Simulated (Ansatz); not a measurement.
## Zr: energy change per atom and pressure as volume scale varies

Results calculated with Ansatz 0.2.0, not measured. Plane-wave DFT, scalar-relativistic PAW made under PBE with cores redone for the functional, no dispersion; the given relaxed cell is scaled uniformly, energy at zero smearing counts from the unscaled cell, pressure at the given Fermi-Dirac smearing is positive in compression.

The cell before it is scaled or strained (space group P6/mmm, No. 191):
```
Zr
1.0
      4.9275     0.0000     0.0000
     -2.4637     4.2673     0.0000
      0.0000     0.0000     3.0789
Zr
3
Direct
  1.00000 0.00000 1.00000
  0.33333 0.66667 0.50000
  0.66667 0.33333 0.50000
```

Settings of every row: spin polarised no; functional LDA; wave cutoff 420 eV; smearing width 0.1 eV; k mesh 8x8x12.

Atom starting moment: 0 on all atoms.

Limits: the cell comes from a prototype or a list of computed structures and needn't be the stable phase.

```csv
row,volume scale,V (Å³/atom),energy change per atom (meV),pressure (GPa)
1,0.88,18.991,123.98,17.07
2,0.92,19.854,51.21,10.31
3,0.96,20.717,?,?
4,1.04,22.443,11.46,-3.93
5,1.08,23.307,42.31,-7.21
6,1.12,24.17,89.37,-9.95
```

Question: what energy change per atom and pressure should row 3 give?

Worked fit of energy change per atom. Take u = (V_r/V)^(2/3) − 1 with V_r = 22.443 Å³ an atom, which is twice the finite (Eulerian) strain; such expansions in the strain, on which the Birch-Murnaghan equation of state is built, carry the rest volume and the bulk modulus. The shown rows have u = 0.11778, 0.08515, 0, -0.02487, -0.04822. Least squares give energy change per atom = 11.827 − 857.128 × u + 15394.34 × u² meV; a straight line predicts inner rows, each left out in turn, worse (root mean square 43 against 1 meV). The rows lie off it by -0.45, 0.75, -0.37, -0.36, 0.42 (root mean square 0.49 meV). The withheld row has u = 0.0548, so the fit gives 11.827 − 857.128 × (0.0548) + 15394.34 × (0.0548)² = 11.09 meV.

The calculation gave 11.73 meV. The fit lies 0.64 meV (5.5 % of the value, 0.57 % of the column's range) below it; its largest miss of a shown row is 0.75 meV.

Worked fit of pressure. Take u = (V_r/V)^(2/3) − 1 with V_r = 22.443 Å³ an atom, which is twice the finite (Eulerian) strain; such expansions in the strain, on which the Birch-Murnaghan equation of state is built, carry the rest volume and the bulk modulus. The shown rows have u = 0.11778, 0.08515, 0, -0.02487, -0.04822. Least squares give pressure = −3.942 + 139.983 × u + 325.1 × u² GPa; a straight line predicts inner rows, each left out in turn, worse (root mean square 0.92 against 0.034 GPa). The rows lie off it by 0.01, -0.02, 0.01, 0.01, -0.01. The pressure vanishes at u = 0.0265, or V = 21.58 Å³ an atom, and there the bulk modulus at fixed shape and fractions is B = −V dP/dV = (2/3)(1 + u) dP/du = 108 GPa. Letting shape and atoms relax would as a rule lower it, by much in layered, chain or molecular crystals. The withheld row has u = 0.0548, so the fit gives −3.942 + 139.983 × (0.0548) + 325.1 × (0.0548)² = 4.71 GPa.

The calculation gave 4.69 GPa. The fit lies 0.02 GPa (0.074 % of the column's range) above it; its largest miss of a shown row is 0.02 GPa.
